## Peak Shockley–Read–Hall recombination rate in a forward-biased space-charge region

In a forward-biased junction the electron density falls and the hole density rises by many orders of magnitude across the space-charge region (SCR), while their product stays almost constant. Recombination through a deep level needs both carriers, so its rate is concentrated in a thin sheet. This section finds the position, height and width of that peak, which underlies the junction recombination current of Sah, Noyce and Shockley (1957).

### Premises and conventions

The p side lies at $x<0$ and the n side at $x>0$. Energies are electron energies, $q>0$ is the elementary charge, and $V>0$ is forward bias, with $v=qV/kT$.

1. Steady state, uniform temperature, no illumination, abrupt homojunction.
2. Nondegenerate carriers with quasi-Fermi levels $F_n$, $F_p$:
$$n=n_i e^{(F_n-E_i)/kT},\qquad p=n_i e^{(E_i-F_p)/kT}.\tag{1}$$
This defines the intrinsic level $E_i(x)$, which follows the electrostatic potential, $E_i=-q\psi+\text{const}$.
3. One kind of trap with two charge states, uniform density $N_t$ and constant capture coefficients $c_n$, $c_p$ (cm$^3$ s$^{-1}$). Its equilibrium occupancy is $f_0=[1+e^{(E_t-E_F)/kT}]^{-1}$. If the empty and filled states have degeneracies $g_0$, $g_1$, then $E_t$ is the ionisation level plus $kT\ln(g_0/g_1)$. The level moves with the bands, so $E_t-E_i$ does not depend on $x$.
4. $F_n$ and $F_p$ are flat across the SCR. This premise is tested below.

### The recombination rate

Let $f$ be the fraction of traps holding an electron. Per unit volume, electrons are captured at the rate $c_nnN_t(1-f)$ and emitted at $e_nN_tf$; holes are captured at $c_ppN_tf$ and emitted at $e_pN_t(1-f)$. In equilibrium each capture balances its own emission. Since $(1-f_0)/f_0=e^{(E_t-E_F)/kT}$ and $n_0=n_ie^{(E_F-E_i)/kT}$, $p_0=n_ie^{(E_i-E_F)/kT}$, the Fermi level cancels:
$$e_n=c_nn_1,\quad n_1=n_ie^{(E_t-E_i)/kT};\qquad e_p=c_pp_1,\quad p_1=n_ie^{-(E_t-E_i)/kT},\tag{2}$$
with $n_1p_1=n_i^2$. The emission rates are properties of the trap and keep these values under bias as long as the carriers remain thermal. In steady state $f$ is constant, so the net electron capture equals the net hole capture:
$$U=c_nN_t[n(1-f)-n_1f]=c_pN_t[pf-p_1(1-f)].$$
The second equality is linear in $f$ and gives
$$f=\frac{c_nn+c_pp_1}{c_n(n+n_1)+c_p(p+p_1)},\qquad 1-f=\frac{c_nn_1+c_pp}{c_n(n+n_1)+c_p(p+p_1)}.\tag{3}$$
In $n(1-f)-n_1f$ the terms $c_nnn_1$ cancel and leave the numerator $c_p(np-n_1p_1)$. Dividing numerator and denominator of $U$ by $N_tc_nc_p$, and defining $\tau_{n0}=1/(c_nN_t)$ and $\tau_{p0}=1/(c_pN_t)$, gives the rate of Shockley, Read and Hall (1952):
$$U=\frac{np-n_i^2}{\tau_{p0}(n+n_1)+\tau_{n0}(p+p_1)}.\tag{4}$$
The hole lifetime multiplies the electron density: where electrons abound the traps are full, hole capture is the slow step, and $U\to(p-p_0)/\tau_{p0}$.

### Constant product

In the neutral n region the majority level $F_n$ joins the Fermi level of the n contact, and in the neutral p region $F_p$ joins that of the p contact. Forward bias lowers the latter by $qV$, where $V$ is the terminal voltage less the ohmic drops. With both levels flat through the SCR, $F_n-F_p=qV$ there, and $E_i$ cancels from the product of the two densities (1):
$$np=n_i^2e^{v}.\tag{5}$$
The numerator of (4) is thus the constant $n_i^2(e^v-1)>0$, and the maximum of $U$ is the minimum of the denominator.

### Position and height of the peak

Measure $E_i$ from the midpoint of the quasi-Fermi levels, $w=[\tfrac12(F_n+F_p)-E_i]/kT$. Then (1) reads $n=n_ie^{v/2+w}$, $p=n_ie^{v/2-w}$, and $w$ rises monotonically from the p edge to the n edge. Define
$$\bar\tau=\sqrt{\tau_{n0}\tau_{p0}},\qquad \lambda=\tfrac12\ln\frac{\tau_{p0}}{\tau_{n0}},$$
so that $\tau_{p0}=\bar\tau e^{\lambda}$ and $\tau_{n0}=\bar\tau e^{-\lambda}$. The two parts of the denominator become
$$\tau_{p0}n+\tau_{n0}p=\bar\tau n_ie^{v/2}\left(e^{w+\lambda}+e^{-w-\lambda}\right)=2\bar\tau n_ie^{v/2}\cosh u,\qquad u=w+\lambda,$$
$$\tau_{p0}n_1+\tau_{n0}p_1=2\bar\tau n_i\cosh\theta,\qquad \theta=\frac{E_t-E_i}{kT}+\lambda,$$
and the whole profile is
$$U(u)=\frac{n_i\,(e^v-1)}{2\bar\tau\,[e^{v/2}\cosh u+\cosh\theta]}.\tag{6}$$
Only $u$ depends on position. Because $\cosh u\ge1$ with equality at $u=0$ alone, $U$ has a single maximum, where the two exponentials are equal:
$$\tau_{p0}n^*=\tau_{n0}p^*,\qquad n^*=n_ie^{v/2}\sqrt{\tau_{n0}/\tau_{p0}},\qquad p^*=n_ie^{v/2}\sqrt{\tau_{p0}/\tau_{n0}}.\tag{7}$$
Here the capture rates per available trap, $c_nn$ and $c_pp$, are equal. The position does not depend on the trap energy, and it coincides with $n=p$ only for equal lifetimes. If $\tau_{p0}>\tau_{n0}$ the peak shifts towards the p side by $\lambda kT/q$ in potential. Setting $u=0$ in (6),
$$\boxed{U_{\max}=\frac{n_i\left[e^{qV/kT}-1\right]}{2\sqrt{\tau_{n0}\tau_{p0}}\left[e^{qV/2kT}+\cosh\!\left(\dfrac{E_t-E_i}{kT}+\dfrac12\ln\dfrac{\tau_{p0}}{\tau_{n0}}\right)\right]}}\tag{8}$$
Neither the doping nor the field appears. They decide only whether the point (7) is reached and how wide the peak is. Across the SCR at low injection $n$ rises to $N_D$ and $p$ to $N_A$, so the peak lies inside if $n^*<N_D$ and $p^*<N_A$. Otherwise $U$ is monotonic, its largest value in the SCR is at an edge, and (8) is only an upper bound.

### Limits

Let $r=e^{-v/2}\cosh\theta$. Dividing numerator and denominator of (8) by $e^{v/2}$,
$$U_{\max}=U_\infty\frac{1-e^{-v}}{1+r},\qquad U_\infty=\frac{n_i\,e^{qV/2kT}}{2\sqrt{\tau_{n0}\tau_{p0}}}.\tag{9}$$

*Large forward bias.* For $r\ll1$, which implies $e^{-v}\ll1$ because $\cosh\theta\ge1$, $U_{\max}\to U_\infty=n^*/2\tau_{n0}=p^*/2\tau_{p0}$. Emission is negligible, and (3) gives $f=\tfrac12$ at the peak. "Large" is measured against the trap depth. For $v\gg1$ the peak is halved at $r=1$, that is at $|\theta|=\operatorname{arcosh}e^{v/2}\simeq v/2+\ln2$. All levels in a window of half-width $qV/2+kT\ln2$ centred on $E_t-E_i=-\lambda kT$ give at least half of $U_\infty$.

*Most effective level.* At $\theta=0$ the factorisation $e^v-1=(e^{v/2}-1)(e^{v/2}+1)$ gives $U_{\max}=n_i(e^{v/2}-1)/2\bar\tau$ at any bias.

*Shallow level.* For $r\gg1$, $U_{\max}\to n_i(e^v-1)/(2\bar\tau\cosh\theta)$, and by (6) the peak broadens into a plateau over $\cosh u\lesssim r$.

For $v\gg1$, (8) gives $d\ln U_{\max}/dv=1-\tfrac12(1+r)^{-1}$, so the ideality factor of the peak rate, $m=(d\ln U_{\max}/dv)^{-1}=2(1+r)/(1+2r)$, runs from 2 at $r\ll1$ to 1 at $r\gg1$.

### Width of the peak and recombination current

For $r\ll1$, (6) is $U=U_\infty\operatorname{sech}u$. Since $du/dx=q\mathcal E/kT$, with $\mathcal E$ the magnitude of the field, the length scale is $\ell=kT/q\mathcal E^*$, with $\mathcal E^*$ the field at the peak. For a field constant over the peak, $u=(x-x^*)/\ell$ and $\int_{-\infty}^{u}\operatorname{sech}u'\,du'=2\arctan e^{u}$, which tends to $\pi$. Hence
$$J_{\rm rec}=q\!\int\! U\,dx=qU_\infty\,\pi\ell .\tag{10}$$
Extending the limits to infinity is harmless when the SCR edges lie at $|u|\gg1$.

When the peak is on the n side, $\mathcal E^*$ follows from Poisson's equation $\varepsilon\psi''=-q(N_D-n+p)$. Put $\eta=q(\psi_n-\psi)/kT$, measured from the neutral n region, so that $n=N_De^{-\eta}$, $p=p_ne^{\eta}$, with $p_n=n_i^2e^v/N_D\ll N_D$. Then $\eta''=(q^2/\varepsilon kT)(N_D-n+p)$. Multiplying by $\eta'$ and integrating from $\eta=0$, where the field is negligible,
$$\mathcal E^2=\frac{2kT}{\varepsilon}\left[N_D(\eta-1+e^{-\eta})+p-p_n\right]\simeq\frac{2kTN_D}{\varepsilon}(\eta-1).\tag{11}$$
At the peak $\eta^*=\ln(N_D/n^*)$, and $\eta=\eta^*-u$. The true $dx/du$ therefore carries the factor $[1-u/(\eta^*-1)]^{-1/2}$. Its linear term averages to zero under the even weight $\operatorname{sech}u$; its quadratic term, $\tfrac38u^2/(\eta^*-1)^2$ with $\langle u^2\rangle=\pi^2/4$, raises (10) by the fraction $3\pi^2/32(\eta^*-1)^2$. Since $d\eta^*/dv=-\tfrac12$, the current $J_{\rm rec}\propto e^{v/2}(\eta^*-1)^{-1/2}$ has $1/m=\tfrac12+1/4(\eta^*-1)$, an ideality factor somewhat below 2.

### Test of the flat levels

In drift-diffusion transport $J_n=\mu_nn\,dF_n/dx$ and $dJ_n/dx=qU$. The electron current at $u$ feeds the recombination to its left and the diffusion current $J_{n,d}$ into the p region: $J_n=J_{n,d}+2qU_\infty\ell\arctan e^u$. With $n=n^*e^u$, the drop of $F_n$ between the n edge and the peak is
$$\Delta F_n=\frac{\ell}{\mu_nn^*}\int_0^\infty e^{-u}J_n\,du .$$
The substitution $t=e^u$ and one integration by parts give $\int_1^\infty 2t^{-2}\arctan t\,dt=\pi/2+\ln2$. With $U_\infty=n^*/2\tau_{n0}$, $D_n=\mu_nkT/q$, $L_n^2=D_n\tau_{n0}$ and, for a long p region, $J_{n,d}=qD_nn_p/L_n$, $n_p=n_i^2e^v/N_A$:
$$\frac{\Delta F_n}{kT}=\left(\frac\pi4+\frac{\ln2}{2}\right)\frac{\ell^2}{L_n^2}+\frac{n_p}{n^*}\frac{\ell}{L_n},\tag{12}$$
where the bracket equals 1.13. The same estimate holds for holes with $L_p^2=D_p\tau_{p0}$. The splitting at the peak is reduced by $\Delta F_n+\Delta F_p$, and $U_\infty$ by the fraction $(\Delta F_n+\Delta F_p)/2kT$.

If the mean free path exceeds $\ell$, drift-diffusion does not describe the peak. The carrier population then stays thermal and tied to its reservoir provided that the net current is small against the one-way thermal current $qn^*\bar v_n/4$, with $\bar v_n=(8kT/\pi m_e^*)^{1/2}$. By (10) the ratio is
$$\frac{J_{\rm rec}}{qn^*\bar v_n/4}=\frac{2\pi\ell}{\bar v_n\tau_{n0}}.\tag{13}$$

### Range of validity

Equation (8) holds when (i) the ratios (12) and (13) are small; (ii) $n^*<N_D$ and $p^*<N_A$, which fails as $V$ approaches the built-in voltage $V_{bi}$, where high injection and ohmic drops also set in; (iii) the carriers are nondegenerate at the peak, and also in the neutral regions if (11) is used; (iv) one uniform level dominates. Independent levels add their rates (4), but peak at different points if their lifetime ratios differ. If $N_t$ varies over the length $\ell$, the maximum moves away from (7). (v) The lifetimes are those at the local field; barrier lowering and tunnelling can shorten them. Under reverse bias of more than a few $kT/q$ the densities are small over most of the SCR, the levels are no longer flat and (5) fails. Trapped charge, if $N_t$ is not small against the doping, changes $\mathcal E^*$ and $J_{\rm rec}$ but not $U_{\max}$.

### Illustration: GaAs homojunction at 0.8 V and 300 K

*Intrinsic density.* The compiled values are the 300 K gap $E_g=1.42$ eV (Wing 2021), the static dielectric constant 12.87 (Rakita 2019), and the 0 K band parameters $m_e^*=0.067\,m_0$, $\gamma_1=6.98$, $\gamma_2=2.06$, $\gamma_3=2.93$ and spin–orbit splitting 0.341 eV (Vurgaftman 2001). In the spherical approximation $\bar\gamma=(2\gamma_2+3\gamma_3)/5=2.582$, and the hole masses $m_0/(\gamma_1\mp2\bar\gamma)$ are $0.55\,m_0$ and $0.082\,m_0$. With $kT=25.85$ meV and $N=2(2\pi m^*kT/h^2)^{3/2}$ per parabolic band, $N_c=4.4\times10^{17}$ cm$^{-3}$ and $N_v=1.1\times10^{19}$ cm$^{-3}$ (heavy plus light holes; the split-off band has a Boltzmann factor of $2\times10^{-6}$). With $e^{-E_g/2kT}=1.18\times10^{-12}$,
$$n_i=\sqrt{N_cN_v}\,e^{-E_g/2kT}=2.6\times10^{6}\ \text{cm}^{-3},$$
and $E_i$ lies $kT\ln(N_c/n_i)=0.67$ eV below the conduction-band edge. The second figure of $n_i$ is soft: 5 meV of rounding in the gap moves it by 10 per cent, the warping of the hole bands described by the same $\gamma$'s raises it by between 5 and 10 per cent, and the masses are 0 K parabolic values. All rates below scale with $n_i$.

*Assumed inputs:* $\tau_{n0}=1$ ns, $\tau_{p0}=4$ ns, $N_D=2\times10^{16}$ cm$^{-3}$, $N_A=2\times10^{17}$ cm$^{-3}$, and typical mobilities $\mu_n=5000$, $\mu_p=300$ cm$^2$ V$^{-1}$ s$^{-1}$.

*Peak.* Here $v=30.95$, $e^{v/2}=5.24\times10^6$, $\bar\tau=2$ ns and $\lambda=\ln2$. Thus $n_ie^{v/2}=1.36\times10^{13}$ cm$^{-3}$, $np=1.9\times10^{26}$ cm$^{-6}$, $n^*=6.8\times10^{12}$ cm$^{-3}$, $p^*=2.7\times10^{13}$ cm$^{-3}$, and
$$U_\infty=3.4\times10^{21}\ \text{cm}^{-3}\,\text{s}^{-1}.$$
The window of effective levels has half-width 0.418 eV about $-0.018$ eV and runs from $-0.436$ to $+0.400$ eV. Equation (8) gives, at fixed lifetimes:

| $E_t-E_i$ (eV) | $U_{\max}/U_\infty$ | $U_{\max}$ (cm$^{-3}$ s$^{-1}$) |
|---|---|---|
| $-0.5$ | 0.077 | $2.6\times10^{20}$ |
| $-0.4$ | 0.800 | $2.7\times10^{21}$ |
| $-0.3$ | 0.995 | $3.4\times10^{21}$ |
| $0$ | 1.000 | $3.4\times10^{21}$ |
| $+0.3$ | 0.980 | $3.3\times10^{21}$ |
| $+0.4$ | 0.500 | $1.7\times10^{21}$ |
| $+0.5$ | 0.020 | $7.0\times10^{19}$ |

*Position and width, for a level near $E_i$.* $V_{bi}=(kT/q)\ln(N_AN_D/n_i^2)=1.24$ V, and the remaining barrier is $q(V_{bi}-V)=16.9\,kT$. The peak lies $\eta^*=8.0$ from the n edge and $\ln(N_A/p^*)=8.9$ from the p edge, well inside. In the depletion approximation the fraction $N_A/(N_A+N_D)$ of the barrier, about $15\,kT$, falls on the n side, so the peak is on the n side and (11) applies: $\mathcal E^*=32$ kV/cm, $\ell=8.1$ nm, $\pi\ell=25$ nm. The depletion width $W=[2\varepsilon(V_{bi}-V)(N_A^{-1}+N_D^{-1})/q]^{1/2}$ is 0.18 µm, so $qU_{\max}W$ would overstate the current about 7 times. Equation (10) gives
$$J_{\rm rec}=1.4\ \text{mA/cm}^2,$$
with a field-variation correction of 0.019 and $m=1.87$.

*Checks of the premises.* $L_n=3.6$ µm and $L_p=1.8$ µm, so the first term of (12) is $6\times10^{-6}$ for electrons and $2\times10^{-5}$ for holes, and the second is below $2\times10^{-6}$ for both. With $\bar v_n=4.2\times10^7$ cm/s the electron mean free path $\mu_nm_e^*\bar v_n/q$ is 0.08 µm, longer than $\ell$, so (13) is the relevant test; it gives $1.2\times10^{-4}$ for electrons and $9\times10^{-5}$ for heavy holes. The levels are flat. The long-base diffusion current $q n_i^2e^v(D_n/L_nN_A+D_p/L_pN_D)$ is 0.12 mA/cm$^2$, so the SCR term dominates. A radiative coefficient at the upper end of typical values, $B=10^{-9}$ cm$^3$ s$^{-1}$, gives $Bnp=1.9\times10^{17}$ cm$^{-3}$ s$^{-1}$, negligible at the peak.

Four effects are less small. With $c_n=\sigma_n\bar v_n$ and an assumed cross-section $\sigma_n=10^{-14}$ cm$^2$, a 1 ns lifetime needs $N_t=2.4\times10^{15}$ cm$^{-3}$, 12 per cent of $N_D$, which can shift $\mathcal E^*\propto N_D^{1/2}$ by about 6 per cent. The mean donor spacing $N_D^{-1/3}=37$ nm exceeds $\pi\ell$, so the sheet (7) is rippled by random dopants and (11) is an average field. In a uniform field the band states are Airy functions, and $\int\mathrm{Ai}^2(y)e^{ay}dy=e^{a^3/12}/2\sqrt{\pi a}$ with $a^3=\hbar^2q^2\mathcal E^2/2m_e^*(kT)^3$ shows that the local electron density exceeds (1) by the factor $e^{a^3/12}$, with $a^3/12=0.028$. Most important, for a centre that attracts a carrier by a Coulomb potential, the Poole–Frenkel lowering $q(q\mathcal E^*/\pi\varepsilon)^{1/2}$ is 38 meV, or $1.5\,kT$. Lifetimes known from neutral material can then differ from those at the peak by a factor of order unity.

The values $U_{\max}\approx3.4\times10^{21}$ cm$^{-3}$ s$^{-1}$ and $J_{\rm rec}\approx1.4$ mA/cm$^2$ are the model's, for the assumed lifetimes, and both scale as $(\tau_{n0}\tau_{p0})^{-1/2}$. They describe defect-rich material: good epitaxial GaAs typically has trap-limited lifetimes of tens of nanoseconds or more, and for such a junction the model's bulk current at 0.8 V is too high by an order of magnitude or more.